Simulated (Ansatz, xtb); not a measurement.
## CH8GaNO: which of two conformers lies lower

Structure a is `C[NH2+][GaH2-][OH]`, a singlet and structure b is `C[NH2+][GaH2-][OH]`, a singlet. Both are isolated molecules in the gas phase, relaxed with B3LYP-D3(BJ)/def2-SVP.

a (Å):

```xyz
12

C    -1.7611    0.4502    1.4027
Ga    0.2778    1.0480   -0.7649
N    -0.4434    1.0963    1.2655
O    -1.3013    1.6977   -1.4484
H    -2.2150    0.6129    2.3936
H    -1.6463   -0.6298    1.2321
H    -2.4082    0.8554    0.6133
H     0.2380    0.7070    1.9201
H    -0.5110    2.0939    1.4792
H     0.5474   -0.4970   -0.9906
H     1.4105    2.1422   -0.6548
H    -1.7336    1.0911   -2.0607
```

b (Å):

```xyz
12

C    -1.3946    1.3519    0.2605
Ga   -0.9388   -0.9430   -1.7822
N    -0.3512    0.6252   -0.4771
O     0.0197   -2.0285   -0.6304
H    -1.9879    1.9555   -0.4407
H    -2.0710    0.6252    0.7306
H    -0.9799    2.0137    1.0386
H     0.2047    0.0210    0.1397
H     0.2994    1.2652   -0.9354
H    -0.2278   -0.6120   -3.1585
H    -2.5106   -0.9787   -1.6021
H     0.2087   -2.9253   -0.9272
```

Energies in hartree; the thermal terms are from B3LYP-D3(BJ)/def2-SVP harmonic frequencies (ideal gas, rigid rotor, one conformer each, 298.15 K, 1 atm) and include the zero-point energy:

|  | a | b |
| --- | --- | --- |
| E, CCSD(T)/def2-SVP | −2095.540732 | −2095.540195 |
| E, MP2/def2-SVP | −2095.486295 | −2095.485925 |
| E, MP2/def2-TZVPP | −2096.091063 | −2096.090626 |
| zero-point energy | 0.094252 | 0.093943 |
| H(298 K) − E | 0.102605 | 0.102568 |
| G(298 K) − E | 0.062850 | 0.061681 |

Correct the CCSD(T) difference for the basis set by the MP2 change, then work out ΔE, ΔE₀, ΔH and ΔG for a → b in kcal/mol (1 Eh = 627.51 kcal/mol) and the equilibrium ratio [b]/[a].

1. Differences b − a: CCSD(T) +0.000537, MP2 in the small set +0.000370, MP2 in the large set +0.000437 Eh.
2. ΔE = +0.000537 + (+0.000437 − (+0.000370)) = +0.000604 Eh = +0.38 kcal/mol.
3. ΔE₀ = ΔE + ΔZPE = +0.000604 + (−0.000309) Eh = +0.19 kcal/mol.
4. ΔH = ΔE + (−0.000037) Eh = +0.36 kcal/mol.
5. ΔG = ΔE + (−0.001169) Eh = −0.35 kcal/mol, so ΔS = (ΔH − ΔG)/T = +10.0 J/(mol K).
6. kT = 0.9442 mEh, so K = [b]/[a] = exp(−ΔG/kT) = exp(+0.60) ≈ 1.8.

The two are too close for this level to say which is favoured. An error of 1 kcal/mol in ΔG would change K by a factor of 5.4. Mirror images and further conformers aren't counted.

Other levels gave ΔE = +0.1 (B3LYP-D3(BJ)/def2-SVP); −0.1 (HF/def2-SVP); +0.2 (MP2/def2-SVP); +0.3 (CCSD(T)/def2-SVP) kcal/mol. The correlated steps freeze 12 core orbitals; the filled d shell of Ga is correlated, in a basis made for valence electrons. Programs: Ansatz 0.2.0.

Both structures are the same methylamine adduct of hydroxygallane, held by a dative N→Ga bond, and differ mainly by rotation about that bond. In a the substituents are staggered, with the methyl group gauche to oxygen. In b an N–H bond nearly eclipses Ga–O, which brings a protic hydrogen towards the negatively charged oxygen. The contact is strongly bent, so it is at best a weak hydrogen bond, and its attraction probably just about offsets the torsional cost. The slightly shorter Ga–N bond in b fits this picture, but doesn't separate electrostatics from donor–acceptor bonding.

The electronic energy and enthalpy lean towards a, whereas the free energy leans towards b, so the calculated preference at room temperature is entropic. It probably stems from softer torsional and rocking motions in b, for which the harmonic model is least reliable; a hindered-rotor treatment could shift or reverse it. The comparison doesn't address the adduct's persistence against H₂ elimination, which its protic N–H and hydridic Ga–H bonds make conceivable.
